\section*{Appendix: particle budget for a thermoreflectance decay of Al on Si}

\subsection*{Statement}

An aluminium film of thickness $d=100$ nm lies on silicon, represented by a slab of depth $L=2.0~\mu$m with an adiabatic back wall. Both are at $T_0=300$ K. A pump pulse raises the film uniformly by $\Delta T_0=1.0$ K, and the reflectance follows the mean film temperature for $t_w=5$ ns. Consider the delay at which the rise has fallen to $\Delta T=f\Delta T_0$, with the illustrative value $f=0.20$.

Both solids are treated as Debye phonon gases, with compiled Debye temperatures $\theta_{\rm Al}=428$ K (Wikipedia) and $\theta_{\rm Si}=645$ K (R{\aa}sander 2015). The lattice parameters are typical values, $a_{\rm Al}\approx4.05$ \AA{} (4 atoms per cube) and $a_{\rm Si}\approx5.43$ \AA{} (8 atoms). The compiled conductivity of Si is $k=130$ W\,m$^{-1}$K$^{-1}$ (Ioffe Institute). The electrons of Al, with a typical heat capacity $\gamma T$, $\gamma\approx135$ J\,m$^{-3}$K$^{-2}$, are left out. Scattering follows the relaxation-time approximation, interface transmission is elastic, and all computational particles of a run carry the same energy.

Find the number of particles that gives a relative standard deviation $r=1\%$ in $\Delta T$ for (a) standard and (b) linearised deviational Monte Carlo, and compare their ratio with $(T_0/\Delta T)^2$.

\subsection*{Why the noise scales as it does}

Let $u$ be the thermal phonon energy density without zero-point energy, $C=du/dT$, and let all energies be per unit area. The deposited energy is $E_d=C_{\rm Al}\Delta T_0\,d$ and the signal is $S=fE_d$.

In the standard method $N$ particles share the whole energy $E=u_{\rm Al}d+u_{\rm Si}L+E_d$. Taken as independent, each is in the film with probability $p=(u_{\rm Al}d+S)/E$. The count is binomial with variance $Np(1-p)$, and each count is worth $E/N$. Subtracting the known background $u_{\rm Al}d$ removes the mean and leaves the variance, so
\begin{equation}
r_s=\frac{E}{S}\sqrt{\frac{p(1-p)}{N}}
=\left(1+\frac{u_{\rm Al}}{C_{\rm Al}\Delta T}\right)\sqrt{\frac{1-p}{pN}} .
\label{eq:dmc-std}
\end{equation}
For small $p$ and small $\Delta T$ this is $u/(C\Delta T\sqrt{N_{\rm film}})$ with $N_{\rm film}=pN$: the relevant number is the count in the sampled cell.

The energy-based deviational method of P\'eraud and Hadjiconstantinou (2011) treats the equilibrium at $T_0$ analytically and samples only the signed deviation from it. After linearisation a scattered particle keeps its sign and draws its new mode with weight $C_\omega/\tau_\omega$ evaluated at $T_0$, where $C_\omega$ and $\tau_\omega$ are the spectral heat capacity and relaxation time. The particles are then strictly independent. If $q_\pm$ is the probability that a particle has sign $\pm$ and lies in the film, its contribution ($+1$, $-1$ or $0$) has mean $q_+-q_-$ and mean square $q_++q_-$, hence
\begin{equation}
r_d^2=\frac{q_++q_--(q_+-q_-)^2}{N\,(q_+-q_-)^2}.
\label{eq:dmc-dev}
\end{equation}
The amplitude $\Delta T_0$ sets only the energy per particle and not $q_\pm$, so $r_d$ does not depend on it. Cancellation between signs raises $r_d$. A heat pulse produces positive particles only, each worth $E_d/N$, so $q_+=f$, $q_-=0$ and $r_d=\sqrt{(1-f)/(fN)}$. At equal $r$ and equal cost per particle, Eqs.~(\ref{eq:dmc-std}) and (\ref{eq:dmc-dev}) give the speed-up
\begin{equation}
\frac{N_s}{N_d}=\left(1+\frac{u_{\rm Al}}{C_{\rm Al}\Delta T}\right)^{2}
\frac{(1-p)/p}{(1-f)/f}.
\label{eq:dmc-gain}
\end{equation}
The first factor is the gain from removing the background. The second reflects where the two methods place their particles.

\subsection*{Numbers}

With atom density $n$ and $x=\theta/T_0$, the Debye model gives
\begin{equation}
u=3nk_BT_0\,D_3(x),\qquad C=3nk_B\,c(x),
\end{equation}
\begin{equation}
D_3(x)=\frac{3}{x^3}\int_0^x\frac{y^3\,dy}{e^y-1},\qquad
c(x)=4D_3(x)-\frac{3x}{e^x-1}.
\end{equation}

\begin{center}
\begin{tabular}{lcccccc}
\hline
 & $n$ ($10^{22}$ cm$^{-3}$) & $x$ & $D_3$ & $c$ & $u$ (J\,cm$^{-3}$) & $C$ (J\,cm$^{-3}$K$^{-1}$)\\
\hline
Al & 6.021 & 1.427 & 0.5644 & 0.9052 & 422.3 & 2.258\\
Si & 4.997 & 2.150 & 0.4132 & 0.8022 & 256.5 & 1.660\\
\hline
\end{tabular}
\end{center}

The diffusivity of Si is $k/C_{\rm Si}=0.783$ cm$^2$\,s$^{-1}$ and the diffusion length $\sqrt{kt_w/C_{\rm Si}}$ is $0.63~\mu$m, so $L$ spans 3.2 diffusion lengths. The electronic term $\gamma T_0$ is 1.8\% of $C_{\rm Al}$. The electrons influence the time at which $f$ is reached, which the counting does not need.

The energies are $u_{\rm Al}d=42.23$ J\,m$^{-2}$, $u_{\rm Si}L=513.0$ J\,m$^{-2}$, $E_d=0.2258$ J\,m$^{-2}$, $E=555.5$ J\,m$^{-2}$ and $S=0.0452$ J\,m$^{-2}$. Then $p=0.0761$ and $(1-p)/p=12.14$. For the film,
\begin{equation}
\frac{u_{\rm Al}}{C_{\rm Al}}=\frac{D_3}{c}\,T_0=0.6235\times300~{\rm K}=187.05~{\rm K},\qquad
1+\frac{187.05~{\rm K}}{0.20~{\rm K}}=936.3 .
\end{equation}

(a) Equation (\ref{eq:dmc-std}) gives $r_s=936.3\sqrt{12.14/N}=3.26\times10^{3}/\sqrt N$, and $r_s=0.01$ requires $N_s=1.06\times10^{11}$.

(b) With $(1-f)/f=4.0$, $r_d=2.0/\sqrt N$, and $r_d=0.01$ requires $N_d=4.0\times10^{4}$.

Equation (\ref{eq:dmc-gain}) gives
\begin{equation}
\frac{N_s}{N_d}=(8.77\times10^{5})\times3.035\approx2.7\times10^{6}.
\end{equation}

\subsection*{Classical estimate and limits}

For $T_0\gg\theta$, $u\to CT_0$ and the first factor becomes $(T_0/\Delta T)^2$. The approach is slow, because the leading correction is linear in $x$:
\begin{equation}
\frac{u}{CT_0}=\frac{1-3x/8+x^2/20+\dots}{1-x^2/20+\dots}=1-\frac{3x}{8}+\frac{x^2}{10}+O(x^3).
\end{equation}
Aluminium at 300 K has a heat capacity within 10\% of $3nk_B$, yet $u/(CT_0)=0.6235$. The estimate $(300~{\rm K}/0.20~{\rm K})^2=2.25\times10^{6}$ therefore exceeds the first factor by 2.57. It lies near the full ratio only because the second factor, 3.035, happens to compensate. That factor grows with $L$: the standard method must fill the substrate with background particles, while the deviational method puts none where the heat has not arrived.

Two approximations bound the result. Linearisation neglects relative terms of order $\Delta T_0/T_0=0.003$, below the 1\% target. Independence, exact in (b) when initial states are drawn independently, is a model in (a), where particles are coupled through the local temperature that fixes the post-scattering distribution. This coupling can alter the variance by a factor of order one and leaves the scaling $N_s\propto\Delta T_0^{-2}$ at small $\Delta T_0$ intact. The model's speed-up is thus a few times $10^{6}$ for the assumed $d$, $L$, $f$ and $\Delta T_0$.